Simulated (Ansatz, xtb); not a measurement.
**Two isomers of C6H6BN**

Structure X: `Bn1ccc(C#C)c1`, a singlet. Structure Y: `C#CBn1cccc1`, a singlet. Both are isolated molecules in the gas phase, relaxed with PBE-D3(BJ)/def2-SVP; the shapes shown needn't be the lowest conformers.

X (Å):

```xyz
14

C     1.1486    0.9895   -1.0891
C     0.3445   -0.0244   -1.5386
C    -0.9197    0.0695   -0.8178
C    -2.0417   -0.7865   -0.9720
C    -2.9998   -1.5372   -1.1203
C    -0.8086    1.1525    0.0415
B     0.9563    2.8653    0.5936
N     0.4554    1.7286   -0.1127
H     0.2349    3.3978    1.4090
H     2.0800    3.2442    0.3431
H     2.1688    1.2762   -1.3643
H     0.5895   -0.7749   -2.2975
H    -3.8474   -2.1956   -1.2468
H    -1.5277    1.5653    0.7557
```

Y (Å):

```yaml
atoms:
  - { symbol: C, position_ang: [-1.2526, 1.8059, -3.0308] }
  - { symbol: C, position_ang: [-1.2192, 1.2226, -1.9478] }
  - { symbol: C, position_ang: [-0.1560, 0.1182, 1.6340] }
  - { symbol: C, position_ang: [0.9070, 0.6443, 2.3303] }
  - { symbol: C, position_ang: [1.5179, 1.6482, 1.4889] }
  - { symbol: C, position_ang: [0.8031, 1.6930, 0.3147] }
  - { symbol: B, position_ang: [-1.2188, 0.4738, -0.6228] }
  - { symbol: N, position_ang: [-0.2367, 0.7536, 0.3853] }
  - { symbol: H, position_ang: [-1.2829, 2.3187, -3.9834] }
  - { symbol: H, position_ang: [-2.0466, -0.3803, -0.3788] }
  - { symbol: H, position_ang: [-0.8813, -0.6583, 1.8981] }
  - { symbol: H, position_ang: [1.2264, 0.3518, 3.3372] }
  - { symbol: H, position_ang: [2.3907, 2.2639, 1.7353] }
  - { symbol: H, position_ang: [0.9223, 2.3044, -0.5856] }
```

Energies in hartree; the thermal terms are from GFN2-xTB frequencies at re-optimised GFN2-xTB minima (ideal gas, soft modes damped towards free rotors, one conformer each, 298.15 K, 1 atm) and include the zero-point energy:

```
                              X           Y
E, CCSD(T)/def2-SVP  −310.657112  −310.675620
    E, MP2/def2-SVP  −310.564222  −310.581993
  E, MP2/def2-TZVPP  −311.117626  −311.137403
  zero-point energy     0.100558     0.102325
       H(298 K) − E     0.109019     0.110720
       G(298 K) − E     0.069180     0.070546
```

Question: Correct the CCSD(T) difference for the basis set by the MP2 change, then work out ΔE, ΔE₀, ΔH and ΔG for X → Y in kJ/mol (1 Eh = 2625.50 kJ/mol) and the equilibrium ratio [Y]/[X].

Answer: 1. Differences Y − X: CCSD(T) −0.018508, MP2 in the small set −0.017771, MP2 in the large set −0.019777 Eh.
2. ΔE = −0.018508 + (−0.019777 − (−0.017771)) = −0.020514 Eh = −53.86 kJ/mol.
3. ΔE₀ = ΔE + ΔZPE = −0.020514 + (+0.001767) Eh = −49.22 kJ/mol.
4. ΔH = ΔE + (+0.001701) Eh = −49.39 kJ/mol.
5. ΔG = ΔE + (+0.001366) Eh = −50.27 kJ/mol, so ΔS = (ΔH − ΔG)/T = +2.9 J/(mol K).
6. kT = 0.9442 mEh, so K = [Y]/[X] = exp(−ΔG/kT) = exp(+20.28) ≈ 6.4 × 10^8.

Structure Y is favoured at this temperature. An error of 4 kJ/mol in ΔG would change K by a factor of 5. GFN2-xTB gave ΔE the other sign. Mirror images and further conformers aren't counted.

As drawn, Y has 1 C–B, 1 C–H in place of 1 C–C, 1 B–H.

Other levels gave ΔE = +17.3 (GFN2-xTB); −42.4 (HF/STO-3G, GFN2-xTB geometries); −51.5 (r2SCAN-D4/def2-SVP, GFN2-xTB geometries); −48.3 (PBE-D3(BJ)/def2-SVP); −50.1 (HF/def2-SVP); −46.7 (MP2/def2-SVP); −48.6 (CCSD(T)/def2-SVP) kJ/mol. The correlated steps freeze 8 core orbitals. Programs: Ansatz 0.2.0, xtb 6.7.1.

Y lies well below X, and the preference is almost entirely enthalpic, as expected for an exchange of bonds that leaves the ring and the molecular size intact. Moving the ethynyl group from carbon to boron trades a C–C and a B–H bond for a B–C and a C–H bond. The strong new C–H bond and the polar B–C(sp) bond, in which the alkyne π system can donate into boron's empty p orbital, probably outweigh the lost conjugation between alkyne and pyrrole. That donation must compete with the nitrogen lone pair, so it is unlikely to be the whole cause. The stiffer C–H stretch replacing B–H fits the larger zero-point energy of Y, which slightly reduces its advantage.

Hartree–Fock already gives most of the preference, so it doesn't depend on a differential correlation effect. The reversed sign in GFN2-xTB probably reflects its parametrised balance of boron and carbon bond energies. The large equilibrium ratio doesn't imply ready interconversion, since strong bonds must be broken and no pathway was computed.
